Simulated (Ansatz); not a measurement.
Sn: pressure and energy change per atom as volume scale varies

All results are calculated (Ansatz 0.2.0). Plane-wave DFT, scalar-relativistic PAW made under PBE with cores redone for the functional, no dispersion; the given relaxed cell is scaled uniformly, energy at zero smearing counts from the unscaled cell, pressure at the given Fermi-Dirac smearing is positive in compression.

The cell before it is scaled or strained (space group P6_3/mmc, No. 194):
```
cell vectors (Å)
   3.3573     0.0000     0.0000
  -1.6786     2.9075     0.0000
   0.0000     0.0000    11.1207
atoms (fractions of the cell vectors)
Sn  1.00000  1.00000  1.00000
Sn  1.00000  1.00000  0.50000
Sn  0.33333  0.66667  0.25000
Sn  0.66667  0.33333  0.75000
```

Settings of every row: spin polarised no; functional r2SCAN; wave cutoff 500 eV; smearing width 0.1 eV; k mesh 12x12x4.

Atom starting moment: 0 on all atoms.

Limits: the cell comes from a prototype or a list of computed structures and needn't be the stable phase.

| row | volume scale | V (Å³/atom) | pressure (GPa) | energy change per atom (meV) |
| --- | --- | --- | --- | --- |
| 1 | 0.88 | 23.882 | ? | ? |
| 2 | 0.92 | 24.967 | 5.33 | 34.05 |
| 3 | 0.96 | 26.053 | 2.45 | 8.39 |
| 4 | 1.04 | 28.224 | -1.66 | 5.32 |
| 5 | 1.08 | 29.309 | -3.13 | 21.65 |
| 6 | 1.12 | 30.395 | -4.3 | 46.89 |

Question: what pressure and energy change per atom should row 1 give?

Worked fit of pressure. Take u = (V_r/V)^(2/3) − 1 with V_r = 28.224 Å³ an atom, which is twice the finite (Eulerian) strain; such expansions in the strain, on which the Birch-Murnaghan equation of state is built, carry the rest volume and the bulk modulus. The shown rows have u = 0.08518, 0.05481, 0, -0.02483, -0.0482. Least squares give pressure = −1.673 + 64.297 × u + 208.48 × u² GPa; a straight line predicts inner rows, each left out in turn, worse (root mean square 0.41 against 0.034 GPa). The rows lie off it by 0.01, -0.03, 0.01, 0.01, -0.01. The withheld row has u = 0.1178, so the fit gives −1.673 + 64.297 × (0.1178) + 208.48 × (0.1178)² = 8.79 GPa.

The calculation gave 8.98 GPa. The fit lies 0.19 GPa (2.1 % of the value, 1.4 % of the column's range) below it; its largest miss of a shown row is 0.03 GPa. This row lies beyond the range of the fit.

Worked fit of energy change per atom. Take u = (V_r/V)^(2/3) − 1 with V_r = 28.224 Å³ an atom, which is twice the finite (Eulerian) strain; such expansions in the strain, on which the Birch-Murnaghan equation of state is built, carry the rest volume and the bulk modulus. The shown rows have u = 0.08518, 0.05481, 0, -0.02483, -0.0482. Least squares give energy change per atom = 5.211 − 432.149 × u + 9029.29 × u² meV; a straight line predicts inner rows, each left out in turn, worse (root mean square 18 against 0.33 meV). The rows lie off it by 0.14, -0.26, 0.11, 0.14, -0.13 (root mean square 0.16 meV). The withheld row has u = 0.1178, so the fit gives 5.211 − 432.149 × (0.1178) + 9029.29 × (0.1178)² = 79.60 meV.

The calculation gave 81.61 meV. The fit lies 2.01 meV (2.5 % of the value, 2.6 % of the column's range) below it; its largest miss of a shown row is 0.26 meV. This row lies beyond the range of the fit.
